Cepstral estimator of the thermal conductivity

Statement

Let J_n (n = 0, …, N − 1, N even) be one Cartesian component of the extensive energy flux (energy × velocity, eV Å/ps) of a cell of volume V at temperature T, sampled with step ε along an equilibrium trajectory of length 𝒯 = Nε. Let ℓ independent, equivalent series J_n^(p) be available. Define

J̃_k = Σ_n J_n exp(2πikn/N), Ŝ_k = (ε/(ℓN)) Σ_p |J̃_k^(p)|², ω_k = 2πk/𝒯, (1)

Ĉ_n = (1/N) Σ_{k=0}^{N−1} ln Ŝ_k exp(−2πikn/N). (2)

S(ω) is the power spectrum of J, ψ the digamma function, ψ′ its derivative, and L_ℓ = ψ(ℓ) − ln ℓ, σ² = ψ′(ℓ). Then:

(a) Ŝ_k = S(ω_k) ξ_k with independent ξ_k distributed as χ²_{2ℓ}/(2ℓ) for 0 < k < N/2, and as χ²_ℓ/ℓ for k = 0 and N/2.

(b) The estimator of ln S(0) with P coefficients,

L*(P) = Ĉ_0 + 2 Σ_{n=1}^{P−1} Ĉ_n − L_ℓ, (3)

has variance and bias

σ_P² = ψ′(ℓ)(4P − 2)/N, B(P) = −2 Σ_{n≥P} C_n, (4)

where C_n are the coefficients (2) of the noise-free ln S(ω_k).

(c) The Akaike choice P* minimises AIC(P) = (N/σ²) Σ_{n=P}^{N/2−1} Ĉ_n² + 2P.

(d) κ = S(0)/(2V k_B T²) is estimated as exp[L*(P*)]/(2V k_B T²), with relative statistical uncertainty σ_P*.

(e) For M coupled fluxes (energy, index 0, and M − 1 independent mass fluxes) Ŝ_k is replaced by (ℓ/ℓ′)/[(Ŝ_k⁻¹)⁰⁰] with ℓ′ = ℓ − M + 1 ≥ 1. This has 2ℓ′ degrees of freedom, and ℓ′ replaces ℓ in L_ℓ and σ².

The method is due to Ercole, Marcolongo and Baroni (2017), its extension to several fluxes to Bertossa, Grasselli, Ercole and Baroni (2019).

Premises

P1. Classical Green-Kubo relation: κ = (1/(V k_B T²)) ∫_0^∞ c(t) dt, with c(t) = ⟨J(t)J(0)⟩, even in t, and ⟨J⟩ = 0.
P2. J is stationary and its correlations decay within a time τ ≪ 𝒯.
P3. The series has been low-pass filtered with unit gain at ω = 0 and resampled, so that little power lies above the Nyquist frequency f* = 1/(2ε). N and ε refer to the resampled series.
P4. S(ω) > 0 and ln S is smooth, so that C_n decays on a scale much shorter than N.

Proof

Step 1, conductivity and spectrum. With S(ω) = ∫_{−∞}^{∞} c(t) exp(iωt) dt and c even, S(0) = 2∫_0^∞ c dt, and P1 gives (d). By P3, S(ω) = ε Σ_m c_m exp(iωmε) with c_m = c(mε) of the filtered series. For the flux density J/V the prefactor becomes V/(2k_B T²).

Step 2, law of the periodogram. From (1),

⟨J̃_k J̃*_k′⟩ = Σ_{n,m} c_{n−m} exp[2πi(kn − k′m)/N].

Put n = m + s. For k = k′ the sum is N Σ_s (1 − |s|/N) c_s exp(2πiks/N). By P2 only |s| ≲ τ/ε ≪ N contributes, so up to relative terms of order τ/𝒯 the sum over m may run over all N values for every s. It gives Nδ_{kk′}, and ⟨J̃_k J̃*_k′⟩ = (N/ε) S(ω_k) δ_{kk′}. Each J̃_k is a sum over about 𝒯/τ nearly independent stretches and is Gaussian by the central limit theorem. Since J is real, J̃_{N−k} = J̃*_k, hence ⟨J̃_k²⟩ = ⟨J̃_k J̃*_{N−k}⟩ = 0 unless k = 0 or N/2. Vanishing ⟨J̃_k²⟩ means that the real and imaginary parts are uncorrelated and have equal variance NS/(2ε). So (ε/N)|J̃_k|² = S χ²_2/2, and the mean of ℓ independent copies is S χ²_{2ℓ}/(2ℓ). At k = 0 and N/2 the transform is real and each copy brings one degree of freedom. Uncorrelated jointly Gaussian variables are independent, which completes (a). In a cubic crystal the spectral tensor is proportional to the unit tensor, so the three components of one trajectory give ℓ = 3. The sample mean must not be subtracted, since that would set Ŝ_0 = 0.

Step 3, moments of the logarithm. The density of ξ = χ²_{2ℓ}/(2ℓ) is ℓ^ℓ ξ^{ℓ−1} exp(−ℓξ)/Γ(ℓ), so ⟨ξ^s⟩ = Γ(ℓ + s)/(Γ(ℓ) ℓ^s). The logarithm of this is the cumulant generating function of ln ξ. Its first two derivatives at s = 0 give ⟨ln ξ⟩ = ψ(ℓ) − ln ℓ and var ln ξ = ψ′(ℓ). Therefore

ln Ŝ_k = ln S(ω_k) + L_ℓ + λ_k, (5)

with λ_k of zero mean and variance σ², independent for 0 < k < N/2, and λ_{N−k} = λ_k. The noise is now additive and independent of S. For ℓ = 3, L_3 = −0.176 and σ² = 0.395; omitting L_3 would scale κ by 0.84.

Step 4, cepstral coefficients. Inserting (5) in (2) gives Ĉ_n = C_n + L_ℓ δ_{n0} + μ_n, with

μ_n = (1/N)[λ_0 + (−1)^n λ_{N/2}] + (2/N) Σ_{k=1}^{N/2−1} λ_k cos(2πkn/N).

For 0 ≤ n, m ≤ N/2, Σ_{k=0}^{N−1} cos(2πkn/N) cos(2πkm/N) = (N/2) δ_{nm}(1 + δ_{n0} + δ_{n,N/2}). The sum over 0 < k < N/2 is half of this up to terms of order one. Multiplying by 4σ²/N²,

⟨μ_n μ_m⟩ = (σ²/N) δ_{nm}(1 + δ_{n0} + δ_{n,N/2}) + O(N⁻²). (6)

Each μ_n sums about N/2 independent terms and is nearly Gaussian.

Step 5, the estimator. The inverse of (2) at k = 0, with C_{N−n} = C_n, reads ln S(0) = C_0 + 2Σ_{n=1}^{N/2−1} C_n + C_{N/2}. Truncation at n = P − 1 drops the tail, which is B(P); by P4 its upper limit is immaterial. The noise of (3) is μ_0 + 2Σ_{n=1}^{P−1} μ_n, of variance 2σ²/N + 4(P − 1)σ²/N by (6). This proves (4).

The O(N⁻²) terms add up coherently in (3) and need a separate bound. In frequency space L* + L_ℓ = Σ_k w_k ln Ŝ_k with w_k = [1 + 2Σ_{n=1}^{P−1} cos(2πkn/N)]/N, Σ_k w_k² = (2P − 1)/N, w_0 = (2P − 1)/N and |w_{N/2}| = 1/N. The points k and N − k carry the same noise, which doubles the variance to 2σ²(2P − 1)/N, as in (4). The point k = 0 follows the law with ℓ/2 in place of ℓ. It shifts the mean of L* by w_0(L_{ℓ/2} − L_ℓ), where L_{3/2} − L_3 = 1/2 − ln 2 = −0.193, and the variance by w_0²[ψ′(ℓ/2) − 2ψ′(ℓ)]. Relative to σ_P the shift is of order (P/N)^{1/2}, and the relative change of the variance is of order P/N. For Gaussian L*, exp(L*) has median S(0) exp(B), mean larger by exp(σ_P²/2), and relative spread σ_P when σ_P ≪ 1.

Step 6, the Akaike choice. Take the model C_n = 0 for n ≥ P with P free parameters. By (6) the likelihood is Gaussian and factorises. Its maximum sets C_n = Ĉ_n for n < P (C_0 = Ĉ_0 − L_ℓ) and leaves −2 ln(likelihood) = (N/σ²) Σ_{n=P}^{N/2−1} Ĉ_n² + constant. Akaike's criterion (1974) adds 2P, which is (c). With ⟨Ĉ_n²⟩ = C_n² + σ²/N,

⟨AIC(P)⟩ = (N/σ²) Σ_{n≥P} C_n² + P + N/2. (7)

Apart from N/2 this is the summed mean square error of all coefficients, each in units of its variance, and so by Parseval's theorem essentially that of the whole log-spectrum. For decreasing |C_n|, (7) is least at the first P with

C_P² < σ²/N. (8)

The target, however, is the single point ω = 0. Its mean square error B² + σ_P² changes from P to P + 1 by 4σ²/N + 4C_P[B(P) + C_P], because B(P + 1) = B(P) + 2C_P. For positive C_n write B = −2ΛC_P, where Λ = Σ_{n≥P} C_n/C_P is the length of the tail. The best P for κ is then the first with

(2Λ − 1) C_P² < σ²/N. (9)

Conditions (8) and (9) coincide for Λ = 1. For Λ > 1 the Akaike rule stops early, and at its P*, where C_P ≈ σ/√N,

|B|/σ_P ≈ Λ/√P*. (10)

Step 7, several fluxes. The Onsager relations read ⟨J^i⟩/V = Σ_j Λ^{ij} f^j with Λ^{ij} = S^{ij}(0)/(2V k_B) and f⁰ = ∇(1/T) = −∇T/T². The conductivity is defined at vanishing mass fluxes. Eliminating f^j (j ≥ 1) leaves the Schur complement of the mass block, so κ = S̄(0)/(2V k_B T²) with S̄ = 1/[(S⁻¹)⁰⁰]. At fixed k, 0 < k < N/2, collect the ℓ samples of √(ε/N) J̃_k^i into a vector u^i with ℓ complex components. The matrix ℓŜ_k is the Gram matrix of u⁰, …, u^{M−1}. For a Gram matrix G, 1/(G⁻¹)⁰⁰ is the squared distance of u⁰ from the span of the others, |Qu⁰|², where the projector Q has rank ℓ′ = ℓ − (M − 1) with probability one. Gaussian regression gives u⁰ = Σ_{j≥1} g_j u^j + r, where r is independent of the u^j and has independent components of variance S̄. Then Qu⁰ = Qr. Since r is isotropic and independent of Q, |Qr|² = S̄ χ²_{2ℓ′}/2. As 1/(G⁻¹)⁰⁰ = ℓ/(Ŝ⁻¹)⁰⁰, division by ℓ′ gives (e), and steps 3 to 6 apply unchanged.

A binary system at zero total momentum has M = 2. In a crystal without diffusion the mass flux is dX/dt with X a bounded sum of displacements, so S⁰⁰ − S̄ = |S^{0X}|²/S^{XX}. Time reversal makes ⟨J⁰(t)X(0)⟩ odd in t, so S^{0X}(0) = 0 and S̄(0) = S⁰⁰(0) provided S^{XX}(0) > 0. M = 1 is then sufficient. M = 2 removes the power correlated with the relative motion of the sublattices, at the price ℓ′ = 2, L_2 = −0.270, ψ′(2) = 0.645, a bar wider by the factor 1.28 at equal P and N.

Range of validity

The variance in (4) holds for τ ≪ 𝒯, P ≪ N and a P fixed in advance; the scatter of P* between trajectories is not in it. It is a fair error bar only if Λ ≪ √P*, by (10). This fails when S has a peak at ω = 0 much narrower than f*, as in crystals with long-lived phonons. A positive peak gives a positive tail of C_n and a κ biased low. The test is the stability of L*(P) as P is raised above P* and as f* is lowered. A zero of S violates P4. Cell size, interatomic potential and the classical statistics of P1 lie outside the statistical analysis altogether.

Illustration: MgO with a sharp low-frequency peak

Take 4 × 4 × 4 cubic cells of rock-salt MgO (512 atoms) with the approximate lattice constant 4.21 Å, so V = 4776 Å³, at 300 K. The model's S(0) is set by input to give κ₀ = 60 W/(m K), the compiled value at 300 K (Toher 2017): S(0) = 2V k_B T² κ₀ = 2.77 × 10³ eV² Å²/ps. What is computed is how far the estimator falls from this input.

Illustrative choices are ℓ = 3, 𝒯 = 1 ns, ε = 1 ps (N = 1000, f* = 0.5 THz = 16.7 cm⁻¹, far below the compiled TO frequency of 396 cm⁻¹ or 11.9 THz, He 2014), a flat background carrying β = 0.1 of S(0), and a peak with correlation exp(−|t|/τ), τ = 10 ps, half-width 1/(2πτ) = 0.53 cm⁻¹. As a test of plausibility, the compiled Debye temperature Θ = 945 K (Råsander 2015) gives the velocity v = k_BΘ/[ħ(6π²ρ)^{1/3}] = 6.7 km/s, ρ being the atom density. In the kinetic formula κ = c_v v²τ/3 the 54 W/(m K) of the peak then need a heat capacity c_v of 8 per cent of 3ρk_B.

With θ = ωε, x = ε/τ = 0.1 and a = exp(−x) = 0.90484, the sum Σ_m a^{|m|} exp(imθ) is proportional to 1/|1 − a e^{iθ}|², so

S/S(0) = β + (1 − β)(1 − a)²/|1 − a e^{iθ}|² = K |1 − b e^{iθ}|²/|1 − a e^{iθ}|².

Matching the cos θ terms of the numerators gives Kb = βa. Matching the constants with b = exp(−y) gives cosh y − 1 = (cosh x − 1)/β. Hence b = 0.72975 and K = 0.1240. From ln|1 − a e^{iθ}|² = −2Σ_{n≥1} aⁿ cos(nθ)/n,

C_0 = ln[K S(0)], C_n = (aⁿ − bⁿ)/n,

which is positive and decreasing, being ∫_b^a t^{n−1} dt. Terms of order a^{N/2} from the finite grid are negligible. The threshold in (8) is σ/√N = 0.0199. With C_12 = 0.0232 and C_13 = 0.0197, the expected AIC is least at P* = 13. Condition (9) is first met at P = 22.

P | B(P) | σ_P | (B² + σ_P²)^{1/2} | median κ ± κσ_P in W/(m K)
13 | −0.284 | 0.141 | 0.317 | 45 ± 6
22 | −0.079 | 0.184 | 0.201 | 55 ± 10
26 | −0.047 | 0.201 | 0.206 | 57 ± 11

At P* the tail length is Λ = 7.2, estimate (10) gives 2.0, and the direct ratio |B|/σ_P is 2.0. Doubling P to 26 makes the bias small against the bar at almost the least total error. The neglected terms at P* are small against B: the k = 0 shift is −0.0048, the mean exceeds the median by σ_P²/2 = 0.0099 in the logarithm, and the factor 1 − |s|/N of step 2 changes ⟨Ŝ_0⟩ by the fraction −(1 − β)/(N sinh x) = −0.0090.

A tenfold longer run (N = 10000) has threshold 0.00628, P* = 21, B = −0.091 and σ_P = 0.057, a median of 55 ± 3 W/(m K). The bias shrinks but is still 1.6 times the bar.

These numbers are the model's. A single relaxation time stands in for a broad distribution of phonon lifetimes. A classical trajectory is also a rough description of MgO at 300 K, where the Debye heat capacity for Θ = 945 K is 0.64 of the classical 3ρk_B, a departure of the same order as the truncation bias. Within the model, the Akaike estimate from 1 ns has median 45 ± 6 W/(m K) against the input 60 W/(m K).